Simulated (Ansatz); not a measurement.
**A substitution series on Sn: F to Cl**

Gas-phase molecules. On one Sn centre, n of the F ligands are replaced by Cl. The HOMO–LUMO gap y in eV at wB97X-V/def2-TZVPP. Shapes: PBE0-D4/def2-TZVP. Programs: Ansatz 0.2.0.

| molecule | n | y (eV) |
| --- | --- | --- |
| SnF4 | 0 | 13.71 |
| SnClF3 | 1 | ? |
| SnCl2F2 | 2 | 11.61 |
| SnCl3F | 3 | 11.37 |
| SnCl4 | 4 | 11.18 |

Problem. Fit y = c + s·n to the known rows and predict SnClF3.

Solution. 
1. Means of the 4 rows: n = 2.25000, y = 11.967.
2. Σ(Δn)² = 8.75, Σ(Δn·Δy) = -5.6575, so the slope is -5.6575/8.75 = -0.64657.
3. Intercept: 11.967 − (-0.64657) × 2.25000 = 13.422. The largest residual of the fit is 0.52.
4. SnClF3: 13.422 + (-0.64657) × 1 = 12.78 eV.

The run gave 11.97 eV, so the prediction is off by +0.81 eV, more than the largest residual. The step per swap changes from -1.74 to -0.19 eV along the series, so a line misses the bend. Other levels give for SnClF3: B3LYP-D4/def2-TZVPP 6.58; PBE0-D4/def2-TZVPP 7.24; wB97M-V/def2-TZVPP 11.72 eV. Orbital gaps aren't excitation energies, and the LUMO depends on the basis. For atoms past krypton def2 sets carry core potentials with scalar relativity.

The gap narrows with every F-to-Cl swap, but most of the drop comes with the first chlorine, so the series behaves more like a switch than a gradual substitution. The likely reason is a change in the character of the HOMO. In SnF4 it should be a combination of F 2p lone pairs, whereas a single Cl already supplies a higher-lying 3p lone pair, less tightly held because chlorine is less electronegative. Further chlorines add levels of the same kind, which interact only weakly through space and through the Sn–Cl bonds, so the gap then closes slowly. The LUMO, probably Sn 5s–ligand σ* in character, may also shift, and gaps alone can't separate the two contributions. The fit overshoots SnClF3 because it spreads the initial drop over the whole series; a line through the chlorine-containing members alone would be better founded. The much smaller global-hybrid gaps probably reflect their lack of full long-range exact exchange. With those levels given only for SnClF3, the bend itself remains untested against the choice of functional.
